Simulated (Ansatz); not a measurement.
Relative energies of CH5BO2 isomers

2 of its isomers, all singlets with charge 0: A = `COBO`; B = methylboronic acid `CB(O)O`.

Shapes, held fixed at every level: PBE0-D4/def2-TZVP. Flexible molecules stand in one conformer, not always the lowest. Programs: Ansatz 0.2.0.

A:

```xyz
9

C     0.2818    0.8019   -1.0574
O    -0.1135    0.4548    0.2510
B    -0.1349   -0.8341    0.6716
O    -0.5246   -1.1185    1.9385
H     0.5681   -0.0798   -1.6376
H     1.1314    1.4864   -1.0062
H    -0.5448    1.3075   -1.5617
H     0.1839   -1.7384   -0.0476
H    -0.7589   -0.3263    2.4322
```

B:

```xyz
9

C     0.6448    0.5166   -0.9336
B    -0.1430   -0.1605    0.2379
O    -1.3080   -0.8200   -0.0539
O     0.3533   -0.0490    1.5101
H     0.4944   -0.0041   -1.8806
H     0.2809    1.5408   -1.0712
H     1.7132    0.5835   -0.7223
H    -1.7711   -1.1969    0.6974
H    -0.1761   -0.4566    2.1990
```

Electronic energies in kJ/mol, without zero-point or thermal terms.

```json
{"level": "SPW92/def2-TZVPP", "kind": "LDA", "B − A": "-89.2"}
{"level": "PBE-D4/def2-TZVPP", "kind": "GGA", "B − A": "-87.2"}
{"level": "r2SCAN-D4/def2-TZVPP", "kind": "meta-GGA", "B − A": "-90.3"}
{"level": "PBE0-D4/def2-TZVPP", "kind": "global hybrid", "B − A": "-89.3"}
{"level": "MP2/def2-SVP", "kind": "perturbation theory", "B − A": "-84.5"}
{"level": "CCSD(T)/def2-SVP", "kind": "coupled cluster or CI", "B − A": "-78.1"}
{"level": "CCSD(T)/def2-TZVPP", "kind": "coupled cluster or CI", "B − A": "-87.5"}
{"level": "CCSD(T)/CBS estimate", "kind": "coupled cluster or CI", "B − A": "-89.7"}
```

The highest level, CCSD(T)/CBS estimate, puts B lowest of these. All levels agree on that. The B − A difference spans -90.3 to -78.1 kJ/mol over the levels. The CBS estimate extrapolates MP2 from def2-TZVPP and def2-QZVPP and adds CCSD(T) − MP2 in the triple-zeta set, cores frozen.

Methylboronic acid lies well below the methoxy(hydroxy)borane isomer, by 89.7 kJ/mol at the highest level. Both molecules keep a three-coordinate boron with two B–O bonds, so oxygen lone-pair donation into the empty boron p orbital is available in each and should largely cancel. What changes is the remaining bonding: a C–O and a B–H bond are formally exchanged for a B–C and an O–H bond. The preference therefore probably comes mainly from the strength of the O–H bond relative to C–O, with B–H and B–C more nearly balanced.

The coupled-cluster gap grows from 78.1 to 87.5 kJ/mol between the double- and triple-zeta sets, so the low small-basis value reflects basis incompleteness rather than a weaker intrinsic preference. The close agreement of even the LDA with the best estimate suggests error cancellation between isomers with similar boron environments, not accurate individual bond energies. The ordering says nothing about how readily A would convert to B, since that requires reorganising strong covalent bonds.
